Before you build a molecule's point charges from a list of bond contributions, decide whether a polar group will disturb its neighbours. In this fluorinated silane, fixed contributions per bond reproduce the density-functional charges to about 0.02 e. That is a small error for silicon, which carries more than half an elementary charge, but a noticeable one for carbon and hydrogen, which carry 0.05 to 0.15 e.

Hirshfeld atomic charges in neutral, singlet ethyltrifluorosilane (C2H5F3Si), calculated with PySCF 2.14.0 using Kohn–Sham density-functional theory with the PBE0 functional and the def2-TZVP basis set. The values come from a single-point calculation at the GFN2-xTB geometry.

| row | hirshfeld charge (e) | computed element |
| --- | --- | --- |
| 1 | 0.585 | Si |
| 2 | -0.152 | C |
| 3 | -0.113 | C |
| 4 | 0.057 | H |
| 5 | 0.057 | H |
| 6 | 0.050 | H |
| 7 | 0.048 | H |
| 8 | 0.048 | H |
| 9 | -0.193 | F |
| 10 | -0.193 | F |
| 11 | -0.195 | F |

Row 1 is silicon, with the three fluorines in rows 9 to 11. Row 2 is the carbon bonded to silicon and carries the hydrogens of rows 4 and 5; row 3 is the end carbon, with the hydrogens of rows 6 to 8. The Hirshfeld charge of an atom comes from sharing out the electron density in proportion to the densities of free neutral atoms. Such charges are usually small, so silicon's value is no oxidation state.

The simple pattern is that each kind of bond moves a fixed amount of charge towards the more electronegative atom, while a bond between two carbons moves none. The CH₃ group must then be neutral, because the end carbon keeps exactly what its hydrogens give up. In the table these hydrogens give up 0.050 + 0.048 + 0.048 = 0.146 e, but the carbon holds only 0.113 e. The remaining 0.033 e has passed to the CH₂ group, across a bond that should transfer nothing.

The second break is at the silicon–carbon bond. Silicon is the less electronegative partner, and the fixed-transfer model, fitted to all eleven atoms, has it give carbon about 0.05 e. Yet the charges of the SiF₃ group add up to only 0.004 e. SiF₃ therefore exchanges almost no charge with the ethyl group, but the charge within the ethyl group is uneven. The two breaks are linked: because the model allows no transfer between the carbons, it has to draw on silicon to make the first carbon negative enough, and so it overstates the silicon–carbon transfer.

Electrostatics offers a cause. SiF₃ is nearly neutral as a whole but strongly polar, and its positive silicon is about 1 Å closer to the first carbon than the negative fluorines are. The first carbon therefore sits at a more positive potential than the end carbon, and electrons have lower energy there. They can therefore shift along the chain towards silicon without having to cross to it.

The same argument applies to the carbon–hydrogen bonds. The potential falls by about 0.7 V from the first carbon to its hydrogens, but by only about 0.2 V from the end carbon to its own. The hydrogens nearer silicon should therefore lose more electrons, and they are indeed more positive, by 0.008 e on average.

To size the effect, a second model drops the silicon–carbon transfer and lets every bond within the ethyl group respond in proportion to the potential drop along it. The potential comes from the SiF₃ point charges, and the model is again fitted to all eleven atoms. For the carbon–carbon bond it gives

charge moved = response × potential drop = 0.0292 e/V × 0.941 V ≈ 0.0275 e

This is about a sixth below the 0.033 e in the table, for atoms that were part of the fit. Point charges give only a rough potential so close to the atoms, so the response is a number fitted to this molecule, not a constant to carry over to others.

Both models have three constants, but the largest miss for any atom falls from 0.020 e with fixed transfers to 0.004 e with the field. The field model does least well for the hydrogens on the first carbon, which it makes too positive: it puts them 0.014 e above those on the end carbon, where the table has 0.008 e. The improvement agrees with the field as the cause but is weak evidence for it. A constant transfer between the two carbons, put in place of the silicon–carbon one, would cut the largest miss almost as far. The table itself also suggested dropping the silicon–carbon transfer, and several atoms are near copies of one another. The printed output after this text gives both fits atom by atom.

Why the silicon–carbon transfer nearly vanishes is less certain. A plausible reason is a balance: carbon attracts electrons more strongly than ordinary silicon does, but silicon stripped by three fluorines pulls harder than usual. The way the Hirshfeld scheme divides the density between a large silicon atom and a smaller carbon may also contribute. Neither explanation has been tested here. Nor has the effect of the geometry: GFN2-xTB probably makes the silicon–carbon bond a few hundredths of an ångström too long, since fluorine on silicon usually shortens it.

Groups that are almost neutral can still make a polar molecule. Placed at the nuclei, the charges give a dipole moment of 2.2 debye, about 71% of the value computed from the full density. The rest comes from electron clouds that are displaced within their atoms, which a single charge per atom can't describe.

In practice, add up the charges of each chemical group before trusting bond contributions. If a group that should be neutral is not, look for a polar neighbour and note which end faces the chain: a positive end should draw electrons towards it, and a negative end should push them away. Where errors of 0.02 e matter, take the charges from a calculation on the whole molecule. If the charges must reproduce the electric field outside the molecule, fit them to the electrostatic potential instead of using Hirshfeld values.

Printed output of the fit:

```
fit of hirshfeld_charge on 11 rows: coefficient of nsif 0.1819 +/- 0.0052, coefficient of nch 0.04447 +/- 0.0035, coefficient of nsic 0.05124 +/- 0.013; rms 0.0116, worst 3 -0.0204, leave-one-out rms 0.0323
fit of hirshfeld_charge on 11 rows: coefficient of nsif 0.1947 +/- 0.00076, coefficient of nch 0.04087 +/- 0.00073, coefficient of drop 0.02923 +/- 0.0012; rms 0.00226, worst 4 0.00425, leave-one-out rms 0.00432
Two bond models, charges in e:
  row  fixed_transfer  fixed_miss  with_field  field_miss
    1          0.5968     0.01181       0.584      -0.001
    2         -0.1402     0.01181       -0.15    0.002041
    3         -0.1334    -0.02042     -0.1133  -0.0002806
    4         0.04447    -0.01253     0.06125    0.004254
    5         0.04447    -0.01253      0.0612      0.0042
    6         0.04447   -0.005527     0.04875   -0.001255
    7         0.04447   -0.003527     0.04613   -0.001867
    8         0.04447   -0.003527     0.04591   -0.002092
    9         -0.1819     0.01114     -0.1947   -0.001667
   10         -0.1819     0.01114     -0.1947   -0.001667
   11         -0.1819     0.01314     -0.1947   0.0003333
Sum of charges on SiF3 (e): 0.004
Sum of charges on CH2 (e): -0.038
Sum of charges on CH3 (e): 0.033
Mean H charge, CH2 less CH3 (e): 0.008333
SiF3 potential, C2 less C3 (V): 0.941
SiF3 potential, C2 less its hydrogens (V): 0.6966
SiF3 potential, C3 less its hydrogens (V): 0.2074
Field model, electrons moved from CH3 to CH2 (e): 0.02751
Field model, mean H charge, CH2 less CH3 (e): 0.0143
Dipole moment from the point charges alone (debye): 2.204
Share of the computed dipole moment (percent): 71.19
```
